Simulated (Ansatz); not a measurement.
SiF2 (SMILES F[Si]F): the vertical ionisation energy, rung by rung

SiF2 has 3 atoms, charge 0, and is taken as a singlet. As SMILES, `F[Si]F`. Geometry: relaxed at GFN2-xTB.

```tsv
atom	x (Å)	y (Å)	z (Å)
Si	0.0042	-0.0077	-0.7448
F	1.1659	-0.0173	0.3806
F	-1.1702	0.0250	0.3642
```

Quantity: the vertical ionisation energy (to the doublet cation), in eV. The values are calculated.

```csv
level,kind,program,value (eV),less FCI/STO-3G,CPU time (all runs)
r2SCAN/STO-3G,meta-GGA,Ansatz,7.16,+1.04,7 s
r2SCAN0/STO-3G,hybrid meta-GGA,Ansatz,7.39,+1.27,6.4 s
CAM-B3LYP/STO-3G,range-separated hybrid,Ansatz,7.32,+1.20,3.1 s
B2PLYP/STO-3G,double hybrid,Ansatz,6.96,+0.84,3.6 s
RPA@PBE/STO-3G,RPA,Ansatz,5.79,-0.33,5.3 s
MP2/STO-3G,perturbation theory,Ansatz,6.52,+0.40,0.49 s
BCCD(T)/STO-3G,coupled cluster or CI,Ansatz,6.18,+0.06,1.1 s
FCI/STO-3G,exact in the basis,Ansatz,6.12,0.00,1.3 s
```

FCI/STO-3G is exact within its basis and frozen core, so for wave-function methods in that basis the difference is their error; functionals converge differently with the basis, so for them it is only a difference. The values span 5.79 to 7.39 eV. All rows use very small basis sets, so none should be taken for the real molecule's value. Times are those of the runs behind each value, whatever else they computed, on shared processors of several kinds: orders of magnitude only.

Ionisation of singlet SiF2 removes an electron from the in-plane lone pair on silicon, an orbital rich in Si 3s with some Si–F antibonding character. Even the exact result in this basis, 6.12 eV, lies far below the known ionisation energy of the molecule. Since correlation is complete there apart from the core, the shortfall probably comes from the minimal basis, which describes the polar Si–F bonds and the silicon lone pair too rigidly.

Within that basis, BCCD(T) lies only 0.06 eV above FCI, while MP2 is too high by 0.40 eV. Second order therefore favours the neutral over the cation, though the difference alone cannot say which state is described worse. RPA is the only row below FCI. Among the functionals, adding exact exchange to r2SCAN raises the value, but B2PLYP gives the lowest of the four, so exchange admixture alone does not order them. The adiabatic energy, which includes the cation's relaxation towards a wider angle, remains undetermined.
